**Student:** The notes say that $\gamma(\mu)=\min_i(e_i-\Gamma_i\mu)$ is concave, so oxygen coverage never falls as $\mu$ rises. That sounds like a fact about straight lines and not about silver.

**Lecturer:** It is about lines, once the conventions make them straight. Fix $T$ and let $\mu=\mu_{\rm O}-\tfrac12\mu^\circ_{\rm O_2}(T)=\tfrac12RT\ln(p/p^\circ)$ per mole of O atoms, for ideal O$_2$ gas and $p^\circ=10^5$ Pa. Count every Ag atom gained or lost at the free energy of pure bulk silver. Then $\Gamma_i$ is the whole oxygen excess per area, buried oxygen included, and $e_i$ is the free energy per area of structure $i$ at $\mu=0$, relative to clean Ag(111). Each structure has fixed composition, so $e_i$ and $\Gamma_i$ do not depend on $\mu$.

**Student:** And the proof?

**Lecturer:** Let $i$ be lowest at $\mu_1$ and $j$ at $\mu_2>\mu_1$. Then
$$e_i-\Gamma_i\mu_1\le e_j-\Gamma_j\mu_1,\qquad e_j-\Gamma_j\mu_2\le e_i-\Gamma_i\mu_2 .$$
Adding them cancels the $e$'s and leaves $(\Gamma_j-\Gamma_i)(\mu_2-\mu_1)\ge0$. So $\Gamma=-d\gamma/d\mu$ never decreases, and a continuous $\gamma$ with a non-increasing slope is concave. Now rewrite "$i$ is lowest at $\mu$" as $e_k\ge e_i+\mu(\Gamma_k-\Gamma_i)$ for all $k$. The line of slope $\mu$ through $(\Gamma_i,e_i)$ has no point below it, which is what lying on the lower convex hull means. A vertex admits a range of slopes and is stable over an interval. A point inside an edge admits one slope and merely ties at one $\mu$.

**Student:** Show me with oxygen.

**Lecturer:** Use one $(4\times4)$ cell at $T=500$ K. With a typical lattice constant $a=0.409$ nm its area is $A_c=16\cdot\frac{\sqrt3}{4}a^2=1.159$ nm$^2$, and $c=1/(N_AA_c)=1.433$ µmol of cells per m$^2$. With $N_i$ oxygen atoms per cell and a free energy $g_i$ per mole of cells, $\Gamma_i=cN_i$ and $e_i=cg_i$, so $\gamma=c\,\phi$ with $\phi=\min_i(g_i-N_i\mu)$.

For bulk oxide, $2\,{\rm Ag}+\tfrac12{\rm O_2}\to{\rm Ag_2O}$, typical standard values are $\Delta H^\circ=-31.1$ kJ/mol and $\Delta S^\circ=-66.4$ J/(mol K). Treated as constant, they give $\mu_b=\Delta H^\circ-T\Delta S^\circ=2.1$ kJ/mol. The surface structures are clean C, a dilute adlayer A, a dense adlayer B and a surface oxide S. Films F$_n$ add $n\ge1$ layers of Ag$_2$O to S, each assumed to hold six O per cell and to cost the bulk value $6\mu_b$, plus an assumed one-off penalty $\sigma=12$ kJ/mol:
$$N=6+6n,\qquad g=g_S+\sigma+6n\mu_b .$$
All $N_i$ and the $g_i$ of A, B and S are assumed.

| | $N_i$ | $g_i$ (kJ/mol) | $\Gamma_i$ (µmol/m$^2$) | $e_i$ (mJ/m$^2$) |
|---|---|---|---|---|
| C | 0 | 0 | 0 | 0 |
| A | 2 | $-40$ | 2.87 | $-57$ |
| B | 4 | $-56$ | 5.73 | $-80$ |
| S | 6 | $-88$ | 8.60 | $-126$ |
| F$_1$ | 12 | $-63.4$ | 17.2 | $-91$ |

**Student:** I apply $\mu^*_{ij}=(g_j-g_i)/(N_j-N_i)$ down the table, where $c$ cancels. In kJ/mol, C to A gives $-20$, A to B gives $-8$, B to S gives $-16$. The surface would have to enter B at $-8$ and leave it at $-16$. Your monotonic sequence is broken.

**Lecturer:** You have found a structure that is never stable. B beats A only above $-8$ and beats S only below $-16$, and no $\mu$ does both. The height of B above the chord from A to S is
$$\delta=\frac{(N_B-N_A)(N_S-N_B)}{N_S-N_A}\,(\mu^*_{AB}-\mu^*_{BS}),$$
which follows by writing $g_B-g_A$ and $g_S-g_B$ as slope times step. Here $\delta=\frac{2\cdot2}{4}\cdot8=8$ kJ/mol, or 11 mJ/m$^2$. Crossings in the wrong order and a point above the chord are the same statement. Drop B, and A meets S at $\mu^*_{AS}=-48/4=-12$ kJ/mol.

**Student:** C and S are both on the hull, and their lines cross at $-14.7$. Is that a boundary?

**Lecturer:** No. There both give $\phi=0$, while A gives $-10.7$ kJ/mol. The formula yields a boundary only for neighbouring vertices, where it is the slope of a hull edge. In kJ/mol the envelope is
$$\phi(\mu)=\begin{cases}0, & \mu\le-20\\ -40-2\mu, & -20\le\mu\le-12\\ -88-6\mu, & -12\le\mu\le2.1.\end{cases}$$
The slopes are $0,-2,-6$, so $N$ climbs as $0,2,6$ and skips 4. At the kinks the derivative does not exist and two coverages coexist.

**Student:** B binds oxygen by 14 kJ/mol per atom at $\mu=0$. If I dose exactly four O per cell and close the valve, I should get B.

**Lecturer:** At equilibrium, on a large surface, you get half the area as A and half as S. That has the same mean coverage and $g=\tfrac12(-40-88)=-64$ kJ/mol against $-56$ for B. Hull edges are such mixtures, with the domain walls negligible for large domains.

**Student:** Where is Ag$_2$O? A bulk solid has no finite $\Gamma$.

**Lecturer:** It is the last edge, and that edge is infinite. S meets F$_n$ at
$$\mu^*=\mu_b+\frac{\sigma}{6n},$$
which is 4.1 kJ/mol for $n=1$ and falls towards $\mu_b$ as $n\to\infty$. All films lie a height $\sigma$ above the ray of slope $\mu_b$ that starts at S, and that ray bounds the hull from below. For $\mu\le\mu_b$ no film beats S. For $\mu>\mu_b$ each added layer lowers $g-N\mu$ by $6(\mu-\mu_b)$, no minimum exists, and the silver oxidises throughout. So $\Gamma$ jumps from 8.60 µmol/m$^2$ to infinity at $\mu_b$, where $\gamma$ lies 144 mJ/m$^2$ below the clean value. A moderately negative $\sigma$ would make F$_1$ a vertex, entered at $\mu_b+\sigma/6$, with all thicker films tying at $\mu_b$.

**Student:** At 500 K nothing sits in a single structure. Doesn't thermal mixing spoil this?

**Lecturer:** It rounds the kinks and keeps the sign. Take a patch of $M$ cells that is wholly C, A, B or S, which ignores patches with internal walls. Then
$$\Xi=\sum_i e^{-M(g_i-N_i\mu)/RT},\qquad \phi_M=-\frac{RT}{M}\ln\Xi .$$
Differentiating gives $-\phi_M'=\langle N\rangle$ and
$$-\phi_M''=\frac{M}{RT}\left(\langle N^2\rangle-\langle N\rangle^2\right)\ge0 .$$
Concavity is the positivity of a variance. Since $\Xi$ lies between its largest term and four times that term, $\phi-\frac{RT}{M}\ln4\le\phi_M\le\phi$, and the envelope returns as $M\to\infty$. Keeping only A and S,
$$\langle N\rangle=4+2\tanh\frac{2M(\mu-\mu^*_{AS})}{RT},$$
a step of width $RT/2M$. With $RT=4.157$ kJ/mol this is 0.21 kJ/mol for $M=10$. At $\mu^*_{AS}$, where B comes closest to the envelope, its probability is 0.067 for $M=1$ and $2.2\times10^{-9}$ for $M=10$. Off the hull means absent as an extended phase, and small pieces still occur.

**Student:** A first-principles calculation gives total energies, and you wrote free energies. Would a computed gap of 8 kJ/mol settle anything?

**Lecturer:** Not without the vibrations. The compiled Debye temperature of silver is 215 K (Wikipedia), so at 500 K the classical form holds to about one per cent: scaling an atom's frequencies by $s$ shifts its free energy by $3RT\ln s$. An assumed softening $s=0.9$ gives $-1.3$ kJ/mol per atom and $-21$ kJ/mol for a layer of 16. If that set B apart from the A–S mixture, it would exceed $\delta$ and make B a vertex. The theorem would still hold for the corrected points. Which structures lie on the hull is only as reliable as the $e_i$, and a structure missing from the list can only lower the envelope.

**Student:** Then what do the boundaries mean in pressure?

**Lecturer:** From $p=p^\circ e^{2\mu/RT}$ the model gives 6.6 Pa for C to A, $3.1\times10^2$ Pa for A to S and $2.7\times10^5$ Pa for bulk oxide. A shift of 1 kJ/mol in $\mu$ changes $p$ by a factor 1.6, so read these as orders of magnitude. They are the model's numbers. I chose $g_A$ and $g_S$ so that S sets in at some hundreds of pascals, a typical pressure for preparing the $(4\times4)$ oxygen structure near this temperature, so that value predicts nothing. The first kink is an artefact of treating A as one fixed structure. A dilute adlayer is a disordered lattice gas whose coverage grows smoothly, which replaces the C–A edge by a convex curve and still obeys the variance formula.

**Student:** And if an experiment shows oxygen falling while the pressure rises at fixed temperature?

**Lecturer:** Then the surface is out of equilibrium, or another species has entered with its own chemical potential, or the probe counts only part of $\Gamma$. Top-layer oxygen may fall while buried oxygen grows, because the inequality constrains only the total excess conjugate to $\mu$.